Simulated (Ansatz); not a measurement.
**Mo: moving Mo off its site**

Mo, Im-3m, a = 3.142 Å (as given, not relaxed at this level: -3.2 GPa). Ansatz: PBEsol, PAW, 420 eV, Γ-centred 12×12×12 mesh on 8 atoms, Gaussian smearing 0.15 eV; no spin polarisation.

```yaml
crystal:
  lattice:
    - [-3.14200, -3.14200, 3.14200]
    - [-3.14200, 3.14200, -3.14200]
    - [3.14200, -3.14200, -3.14200]
  atoms:
    - { symbol: Mo, position: [0.50000, 0.50000, 0.50000] }
    - { symbol: Mo, position: [0.00000, 0.50000, 0.50000] }
    - { symbol: Mo, position: [0.50000, 0.00000, 0.50000] }
    - { symbol: Mo, position: [0.00000, 0.00000, 0.50000] }
    - { symbol: Mo, position: [0.50000, 0.50000, 0.00000] }
    - { symbol: Mo, position: [0.00000, 0.50000, 0.00000] }
    - { symbol: Mo, position: [0.50000, 0.00000, 0.00000] }
    - { symbol: Mo, position: [0.00000, 0.00000, 0.00000] }
```

Atom 1 (Mo) moves by x along the unit vector (1.000, 0.000, 0.000), with its periodic images; all else is held. y is the free energy of the cell over the start, F the force along the path summed over the moved atoms. Symmetry makes y even in x.

| x (Å) | y (meV) | F (eV/Å) |
| --- | --- | --- |
| -0.200 | 252.1 | 2.56 |
| -0.120 | 89.8 | 1.51 |
| -0.040 | 9.9 | 0.50 |
| 0.000 | 0.0 | 0.00 |
| 0.060 | 22.4 | -0.75 |
| 0.080 | 39.8 | -1.00 |
| 0.100 | 62.3 | -1.25 |
| 0.140 | ? | ? |
| 0.160 | 160.4 | -2.03 |
| 0.180 | 203.6 | -2.29 |

Task: Fit y = c2 x² + c4 x⁴ to the energies of the other rows, give the force constant, and predict energy and force of the missing row.

Result: Least squares on the rows shown. y = 6201.9 x² + 2515.9 x⁴. The force constant is 2 c2 = 12.4 eV/Å², for the cell as given, at -3.2 GPa (for all images moving together, not for a lone atom). The force −dy/dx at the missing row is -1.76 eV/Å (computed -1.76). At x = 0.140 the fit asked for gives 122.5 meV. The run gave 122.5 meV, the same to the digits shown.

The well is steep and almost purely harmonic: even at the largest displacement the quartic term adds only a small part of the energy. The fit to the energies also reproduces the withheld force of -1.76 eV/Å, so energies and forces describe the same curve.

The stiffness fits molybdenum's place near the middle of the transition series, where the d band is about half full. Bonding states are largely occupied and antibonding ones largely empty, which gives strong, partly directional bonds that resist displacement. The positive quartic term probably reflects short-range repulsion from the neighbours the atom approaches, which outweighs the weakening of the bonds it stretches.

Cubic site symmetry makes the harmonic constant the same in every direction, but the quartic coefficient belongs to this axis alone. Because the displacement pattern combines several zone-boundary phonons, the force constant cannot be turned into a single mode frequency, nor can it reveal the known softening of particular phonon branches in molybdenum.
